The quantity in each energy column is E(x) − E(x₀): the electronic energy of H₃N–GaH₃ when one Ga–H bond is set to length x with every other atom held fixed, less the energy of the same method at the reference structure. That structure is the PBE0-D4 minimum, whose bond length x₀ is 1.5817 Å, the row printed as 1.581. MP2 and two density functionals are compared with CCSD(T) in one triple-zeta basis, with the filled 3d shell of gallium correlated. Every row is the neutral closed-shell singlet, and the charges in the SMILES string are formal. The column "MP2 less CCSD(T)", called Δ(x) below, is the error of MP2 with CCSD(T) as the reference. The T1 diagnostic is the size of the coupled-cluster single-excitation amplitudes, divided by the square root of the number of correlated electrons, and it grows when the Hartree–Fock (HF) orbitals are a poor starting point.

Rigid scan of one Ga–H bond in gas-phase H₃N–GaH₃ (SMILES [NH3+][GaH3-]), all other atoms fixed, computed with Ansatz 0.2.0 in the def2-TZVPP basis. MP2 and CCSD(T) use frozen cores, with the Ga 3d shell correlated. Each method's energies are relative to its own value at the PBE0-D4/def2-TZVP minimum, the row at 1.581 Å.

```csv
stretch (Å),CCSD(T) (eV),PBE0-D4 (eV),wB97M-V (eV),MP2 (eV),MP2 less CCSD(T) (eV),T1 diagnostic
1.423,0.1934,0.2042,0.1904,0.1703,-0.0231,0.012
1.455,0.1146,0.1233,0.1122,0.0959,-0.0187,0.012
1.502,0.0393,0.0447,0.0377,0.0273,-0.0120,0.012
1.556,0.0021,0.0039,0.0016,-0.0018,-0.0039,0.012
1.581,0.0000,0.0000,0.0000,0.0000,0.0000,n/a
1.616,0.0105,0.0082,0.0112,0.0159,0.0054,0.012
1.681,0.0654,0.0590,0.0678,0.0813,0.0159,0.012
1.750,0.1631,0.1527,0.1675,0.1906,0.0275,0.012
1.822,0.2965,0.2822,0.3038,0.3368,0.0403,0.012
1.898,0.4620,0.4421,0.4729,0.5164,0.0544,0.013
```

Δ rises from each row to the next, from −0.023 eV at the shortest bond to +0.054 eV at the longest. It passes through zero at x₀ because both methods are set to zero there, so the change of sign is a convention and marks no region where MP2 is accurate. Counted from the shortest bond, the same data would give an error of one sign along the whole scan. A new choice of zero shifts Δ by a constant and leaves its slope and curvature alone, so the failure has to be read from those.

Percentages mislead for the same reason. At 1.556 Å the error is −186 % of the CCSD(T) entry, although it is the smallest non-zero error in the column, because the entry that divides it is almost zero. At the longest bond, where the error is largest in energy, it is 12 % of the CCSD(T) entry. The useful signal at 1.556 Å is the negative MP2 energy itself. A method that finds a lower energy on the short side of x₀ has its own minimum on that side.

The familiar failure of MP2 on a stretched bond is the approach to dissociation, where the bonding and antibonding orbitals come close in energy and one determinant stops being a good reference. The scan ends at 1.2 times the reference length, well before that. T1 is 0.012 at the minimum and in all displaced rows but the last, where it is 0.013, and the HF solutions at the minimum and at the shortest bond are stable. T1 is an average over all correlated electrons, the d shell included, so it responds weakly to a change in a single bond. The stronger evidence is that Δ already has most of its slope on compression, where the gap between bonding and antibonding orbitals should be widest.

A simple model follows from expanding the error about the reference. With u = x − x₀, write Δ = F·u + c·u², with no constant term because Δ(x₀) = 0. F is an error in the slope, felt by the hydrogen atom as an extra inward force when F is positive, and tilts the whole curve, while 2c is an error in the curvature at fixed x and bends it. Near the bottom the reference well is ½k(x − rₑ)², with k its curvature and rₑ its minimum. Adding F·u and setting the derivative to zero gives k(x − rₑ) + F = 0, so the minimum moves by −F/k. A positive F shortens the bond, and the same F displaces a soft bond more than a stiff one.

The force error can be read from the two rows that flank x₀. Between them Δ changes by 0.0054 − (−0.0039) = 0.0093 eV over 1.616 − 1.556 = 0.060 Å, so F ≈ 0.0093/0.060 = 0.155 eV/Å. This needs only the table.

The curvature comes from a least-squares fit of a Morse curve, zeroed at x₀, to the nine displaced CCSD(T) rows, which gives k = 13.2 eV/Å² at x₀. The shift is then −0.155/13.2 = −0.012 Å. A separate Morse fit to the MP2 column puts its minimum 0.011 Å inside the CCSD(T) one. Both routes use the same rows, so their agreement shows consistency and is no independent test.

The fitted minima, which belong to the rigid scan and not to a full relaxation, are 1.575 Å for CCSD(T) and 1.564 Å for MP2. The MP2 minimum thus lies about 0.017 Å inside x₀, and ½k times the square of that distance is about 0.002 eV, which accounts for the negative entry in the MP2 column. The Morse form misses individual rows by up to 0.65 meV, far more than the rounding of the table, so the minima deserve three decimals and no more. Its depth parameter is an extrapolation from a scan that climbs only about half an electronvolt, and should not be read as a bond energy.

A linear least-squares fit of both terms to the nine displaced rows gives F = 0.154 eV/Å and c = 0.055 eV/Å². It reproduces every row within the rounding of a difference, 0.1 meV. A straight line alone leaves up to 3 meV, at the shortest bond, so the bend is real. It is also small: at the longest bond, which was part of the fit, the tilt supplies about nine tenths of the error.

The shape of Δ also tells which came first, the force error or the short bond. Suppose MP2 gave the CCSD(T) well V(x) slid inward by d. Then Δ ≈ d·[V′(x) − V′(x₀)], and its slope would be d·V″(x). The curvature of the fitted well falls from 24 eV/Å² at the shortest bond to under 3 eV/Å² at the longest, so the slope of Δ would collapse on stretching. In the table it rises instead, from 0.137 eV/Å over the first interval to 0.186 eV/Å over the last.

The slid well, with d fitted by least squares to the same nine rows, misses the longest bond by 23 meV. MP2 therefore adds an inward pull along the whole scan, somewhat stronger at long x, and the short bond is the response of the well to that pull. One consequence concerns stiffness. The direct curvature error 2c is only 0.8 % of k, yet the Morse curvature at MP2's own minimum is about 5 % above the CCSD(T) value, because an anharmonic well is stiffer further in. For a pure one-bond stretch that means a harmonic frequency between 2 and 3 % too high, most of it inherited from the geometry.

MP2 and CCSD(T) share the HF energy, so Δ is a difference of correlation energies and nothing else. The same calculations split the energy at the shortest bond, and what follows from the split holds for that row only. Relative to the minimum, HF rises by 0.253 eV. Correlation lowers this by 0.083 eV in MP2 and by 0.058 eV in CCSD, and the triples add 0.002 eV to the lowering.

The error at this row therefore lies almost wholly in the step from MP2 to CCSD, which couples the double excitations to one another and adds the single ones. MP2 gives each double excitation an amplitude from one integral and one difference of orbital energies, whereas CCSD lets the excitations act on one another and solves for all amplitudes together. At the minimum MP2 recovers 92 % of the CCSD(T) correlation energy, yet its change on compression is 1.39 times the CCSD(T) change. A good fraction of a large total is no guarantee of the right derivative, because most of the total comes from electrons that barely notice this hydrogen atom moving.

The hydrogen molecule in a minimal basis shows what the coupling does for one bond pair. It has a bonding orbital σ, an antibonding orbital σ*, and two closed-shell configurations, σ² and σ*², mixed by the exchange integral K. If the upper configuration lies 2D above the lower, the exact correlation energy is D − √(D² + K²), close to −K²/(2D) when K is small, and CCSD gives this exactly for two electrons. MP2 gives −K²/(2g), where g is the HF orbital gap. The two differ only through the denominator at this order.

The true spacing is 2D = 2g + J₁₁ + J₂₂ − 4J₁₂ + 2K, where J₁₁, J₂₂ and J₁₂ are the Coulomb repulsions within σ, within σ* and between them. The three J are of similar size and K is smaller than any of them, so the correction is negative and D is less than g. The physical reason is that the HF virtual orbital feels the full repulsion of both σ electrons, which have left once the pair is excited. MP2 thus recovers too little of this left–right correlation. As the bond lengthens K grows, and the gap shrinks by a larger fraction than the correction does, so at moderate stretch the shortfall grows, and grows faster the longer the bond.

A shortfall that grows with x is a positive slope of Δ on both sides of x₀, and one that accelerates is a positive c. The model thus supplies both signs without any approach to dissociation. The analogy gives signs only. It ends at long distance, where g becomes small and MP2 turns over and plunges below the exact curve, a region this scan does not reach. It also leaves out every electron but two, and here the calculation shows that the others matter.

In the two-level model the correlation energy shrinks in size on compression, whereas at the shortest Ga–H bond it has grown, in MP2 and CCSD alike. The MP2 spin components show where part of the gain arises. Same-spin pairs supply 24 % of the MP2 correlation energy at the minimum but 45 % of its change. Two electrons in one spatial orbital have opposite spins, so the same-spin term is correlation between different occupied orbitals and has no counterpart in H₂. The likely reason is that pushing the hydrogen atom inward brings the bond pair closer to the other electrons on gallium, which strengthens the correlation between pairs.

If the bond pair behaves as in the model, the net change on compression is a gain between pairs less a loss within the bond pair, and MP2 can err in both. It loses too little within the pair, by the argument above. It is also known to tend to overstate correlation between pairs, because the terms by which CCSD screens and damps these amplitudes are absent. Both errors would lower MP2 at short x and so add to the same tilt. How the tilt divides between them is untested; the rising slope argues that the bond-pair term takes part, since a term that fades with distance would flatten as the bond lengthens.

That the partner in the inter-pair term is the gallium 3d shell is a guess. The five d orbitals are among the twelve correlated ones, but the basis was not designed to correlate them, and an approaching hydrogen atom lends basis functions that can deepen the apparent gain. Part of the gain on compression may therefore be an artefact of the basis, present in MP2 and CCSD(T) alike though not necessarily equally. A scan with the d shell frozen and one in a core–valence basis would decide both points. Until then Δ is the error of MP2 at these settings, measured against a reference that has its own basis error.

The two functionals lie closer to CCSD(T) than MP2 does in every displaced row, and their errors are again mainly tilts. The same two-term fit gives F = −0.066 eV/Å for PBE0-D4, which places its minimum 0.005 Å outside the CCSD(T) one, and F = +0.023 eV/Å for wB97M-V, which places it less than 0.002 Å inside. That the PBE0-D4 column has little slope at x₀ is built in, since this functional chose the geometry, though in the slightly smaller def2-TZVP basis. Its negative F is the statement that CCSD(T) prefers a slightly shorter bond.

At the longest bond PBE0-D4 is 0.020 eV below CCSD(T) and wB97M-V is 0.011 eV above it. The two-term form describes these errors less cleanly than the MP2 error, missing one PBE0-D4 row by 0.7 meV, several times the rounding. Shifts of a few thousandths of an ångström should not be charged to a functional yet, because correlated wave functions converge more slowly with basis size than density functionals do. The MP2 tilt is on firmer ground as a comparison, being more than twice as large as either and taken between two methods with the same orbitals, basis and frozen shells.
